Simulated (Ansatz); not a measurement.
## Sb: the change of phonon heat capacity and phonon entropy with temperature

Results calculated with Ansatz 0.2.0, not measured. Harmonic phonon free energy (zero-point part included), entropy and heat capacity at constant volume from interpolated force constants; periodic cell, basis, potentials, k mesh and filling as listed.

Structure of every row (space group Im-3m, No. 229):
```
CELL_PARAMETERS angstrom
-1.72500 1.72500 1.72500
1.72500 -1.72500 1.72500
1.72500 1.72500 -1.72500
ATOMIC_POSITIONS crystal
Sb 0.00000 0.00000 0.00000
```

Settings of every row: functional PBEsol; dispersion none; accuracy medium; potentials norm-conserving; wave cutoff 1088.5 eV; density cutoff 4353.8 eV; k mesh 12x12x12; k shift 0x0x0; occupations cold; smearing width 0.3 eV; spin none; lower state search off; SCF threshold exponent -7; phonon method finite displacements; phonon supercell 2x2x2; dipole term of polar modes left out.

Limits: coarse k mesh, up to 40 meV an atom off; small supercell for force constants; volume not checked for rest; wide smearing.

```
row  temperature (K)  phonon heat capacity (k_B/atom)  phonon entropy (k_B/atom)  phonon free energy (meV/atom)
  1              150                                ?                          ?                              ?
  2              200                            2.844                      4.195                         -17.83
  3              250                            2.898                      4.836                         -37.33
  4              300                            2.929                      5.368                         -59.35
  5              350                            2.947                      5.821                         -83.48
  6              400                             2.96                      6.215                        -109.42
  7              450                            2.968                      6.564                        -136.97
  8              500                            2.974                      6.877                        -165.94
```

Question: what phonon heat capacity and phonon entropy should row 1 give?

Worked fit of phonon heat capacity. At high temperature a harmonic heat capacity falls short of its limit by a term in 1/T², so take t = (100 K / T)². The shown rows have t = 0.25, 0.16, 0.11111, 0.08163, 0.0625, 0.04938, 0.04. Least squares give phonon heat capacity = 3.0004 − 0.6609 × t + 0.1411 × t² k_B/atom; a straight line predicts inner rows, each left out in turn, worse (root mean square 0.0008 against 0.00043 k_B/atom). All shown rows lie on it to the printed digit. The constant, 3.0004 k_B/atom, is to be held against the harmonic limit of 3 k_B an atom. The withheld row has t = 0.44444, so the fit gives 3.0004 − 0.6609 × (0.44444) + 0.1411 × (0.44444)² = 2.735 k_B/atom.

The calculation gave 2.733 k_B/atom. The fit lies 0.002 k_B/atom (0.83 % of the column's range) above it; its largest miss of a shown row is 0.000 k_B/atom. This row lies beyond the range of the fit.

Worked fit of phonon entropy. Entropy rises as the heat capacity times the change of ln T, so take t = ln(T / 300 K). The shown rows have t = -0.4055, -0.1823, 0, 0.1542, 0.2877, 0.4055, 0.5108. Least squares give phonon entropy = 5.3681 + 2.9218 × t + 0.0658 × t² k_B/atom; a straight line predicts inner rows, each left out in turn, worse (root mean square 0.0051 against 0.0013 k_B/atom). The rows lie off it by 0.001, -0.002, 0.000, 0.001, 0.001, 0.000, -0.001. The slope at t = 0, 2.92 k_B/atom, estimates the heat capacity at 300 K. The withheld row has t = -0.6931, so the fit gives 5.3681 + 2.9218 × (-0.6931) + 0.0658 × (-0.6931)² = 3.375 k_B/atom.

The calculation gave 3.392 k_B/atom. The fit lies 0.017 k_B/atom (0.49 % of the column's range) below it; its largest miss of a shown row is 0.002 k_B/atom. This row lies beyond the range of the fit.

The other values of row 1: phonon free energy -1.42 meV/atom.
